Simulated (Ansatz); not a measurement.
C3H2F6: which of these isomers lies lowest?

2 of its isomers, all singlets with charge 0: A = 1,1,1,2,2,3-hexafluoropropane `FCC(F)(F)C(F)(F)F`; B = `FC(F)C(F)(F)C(F)F`.

Shapes, held fixed at every level: PBE0-D4/def2-TZVP. Flexible molecules stand in one conformer, not always the lowest. Programs: Ansatz 0.2.0.

A:

```xyz
11

F    -1.8030    0.0318   -1.6197
C    -0.5543    0.2940   -1.1353
C    -0.4371   -0.2891    0.2600
F    -0.6438   -1.6186    0.2335
F    -1.3553    0.2586    1.0774
C     0.9530   -0.0439    0.8864
F     1.0174   -0.5554    2.1040
F     1.1981    1.2641    0.9573
F     1.8987   -0.6059    0.1345
H     0.1924   -0.1674   -1.7859
H    -0.4007    1.3747   -1.0915
```

B:

```xyz
11

F    -1.4170    1.7676    0.7872
C    -0.2528    1.1598    0.5193
F     0.3827    0.9090    1.6853
C    -0.5297   -0.1739   -0.1838
F    -1.0609    0.0937   -1.3891
F    -1.4168   -0.8883    0.5297
C     0.7364   -1.0216   -0.3520
F     0.4576   -2.0839   -1.1204
F     1.6768   -0.2744   -0.9716
H     0.3686    1.8133   -0.0986
H     1.1204   -1.3585    0.6145
```

Electronic energies in kJ/mol, without zero-point or thermal terms.

```csv
level,kind,B − A
HF/def2-SVP,Hartree–Fock,+23.1
r2SCAN-D4/def2-TZVPP,meta-GGA,+24.8
B3LYP-D4/def2-TZVPP,global hybrid,+19.6
PBE0-D4/def2-TZVPP,global hybrid,+23.2
B2PLYP/def2-TZVPP,double hybrid,+20.5
MP2/def2-TZVPP,perturbation theory,+22.9
CCSD(T)/def2-TZVPP,coupled cluster or CI,+21.8
CCSD(T)/CBS estimate,coupled cluster or CI,+21.8
```

The highest level, CCSD(T)/CBS estimate, puts A lowest of these. All levels agree on that. The B − A difference spans +19.6 to +24.8 kJ/mol over the levels. The CBS estimate extrapolates MP2 from def2-TZVPP and def2-QZVPP and adds CCSD(T) − MP2 in the triple-zeta set, cores frozen.

The isomer carrying the CF3 group, A, is clearly favoured over B, by 21.8 kJ/mol at the highest level. Formally, moving a fluorine from one terminal carbon of B to the other, in exchange for hydrogen, turns two CHF2 ends into CF3 and CH2F. This leaves the number of vicinal F/F relationships unchanged but adds a geminal one. The preference therefore probably reflects the familiar stabilisation of geminal fluorines, through donation from fluorine lone pairs into neighbouring C–F σ* orbitals and attraction between the strongly positive carbon and its negative fluorines. Total energies alone cannot separate these two contributions.

Hartree–Fock already gives a gap of similar size, which suggests that electron correlation is not the main source of the preference. The agreement between the triple-zeta and CBS coupled-cluster values indicates little remaining basis-set sensitivity. The ordering does not make A the most stable C3H2F6 isomer overall: the absent CF3–CH2–CF3, with fluorine concentrated in two CF3 groups, would be expected to lie lower still.
